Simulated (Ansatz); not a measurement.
## Re: pressure as volume scale varies

All results are calculated (Ansatz 0.2.0). Periodic Kohn-Sham DFT of a crystal at fixed atoms, scaled to volume_scale times the given cell; pressure positive in compression, energy less spherical unpolarised free atoms, largest_vzz the field gradient of largest size among the nuclei.

The cell before it is scaled or strained (space group P6_3/mmc, No. 194):
```
Re
1.0
      2.6029     0.0000     0.0000
     -1.3015     2.2542     0.0000
      0.0000     0.0000     4.1620
Re
2
Direct
  0.33333 0.66667 0.25000
  0.66667 0.33333 0.75000
```

Settings of every row: method frozen-core PAW; functional LDA; relativity scalar; k mesh 14x14x8; filling fermi-dirac; smearing width 0.05 eV; wave cutoff 420 eV; paw set soft_2.

Atom start moment: 0 on all atoms.

Limits: PAW files made with PBE; all rows lie far from zero pressure; cell far from its zero-pressure volume; field gradient without spin-orbit coupling on heavy atoms; no gap: field gradients move with the k mesh; no spin-orbit coupling on heavy atoms.

| row | volume scale | V (Å³/atom) | pressure (GPa) | largest V_zz (1e21 V/m^2) |
| --- | --- | --- | --- | --- |
| 1 | 0.94 | 11.478 | 144.345 | -8.218 |
| 2 | 0.9405 | 11.484 | 143.843 | -8.217 |
| 3 | 0.96 | 11.722 | ? | ? |
| 4 | 0.98 | 11.966 | 107.6 | -8.205 |
| 5 | 0.99 | 12.088 | 99.411 | -8.215 |
| 6 | 1 | 12.21 | 91.587 | -8.232 |
| 7 | 1.01 | 12.332 | 84.113 | -8.253 |
| 8 | 1.02 | 12.454 | 76.977 | -8.278 |
| 9 | 1.04 | 12.699 | 63.659 | -8.333 |
| 10 | 1.06 | 12.943 | 51.526 | -8.381 |

Question: what pressure should row 3 give?

Worked fit of pressure. Take u = (V_r/V)^(2/3) − 1 with V_r = 12.21 Å³ an atom, which is twice the finite (Eulerian) strain; such expansions in the strain, on which the Birch-Murnaghan equation of state is built, carry the rest volume and the bulk modulus. The shown rows have u = 0.04208, 0.04171, 0.01355, 0.00672, 0, -0.00661, -0.0131, -0.02584, -0.03812. Least squares give pressure = 91.5872 + 1147.202 × u + 2532.32 × u² GPa; a straight line predicts inner rows, each left out in turn, worse (root mean square 1.8 against 0.015 GPa). The rows lie off it by -0.001, 0.000, 0.003, 0.000, 0.000, -0.002, -0.016, 0.025, -0.010 (root mean square 0.011 GPa). The withheld row has u = 0.02756, so the fit gives 91.5872 + 1147.202 × (0.02756) + 2532.32 × (0.02756)² = 125.128 GPa.

The calculation gave 125.136 GPa. The fit lies 0.008 GPa (0.0086 % of the column's range) below it; its largest miss of a shown row is 0.025 GPa.

The other values of row 3: largest V_zz -8.197 1e21 V/m^2.
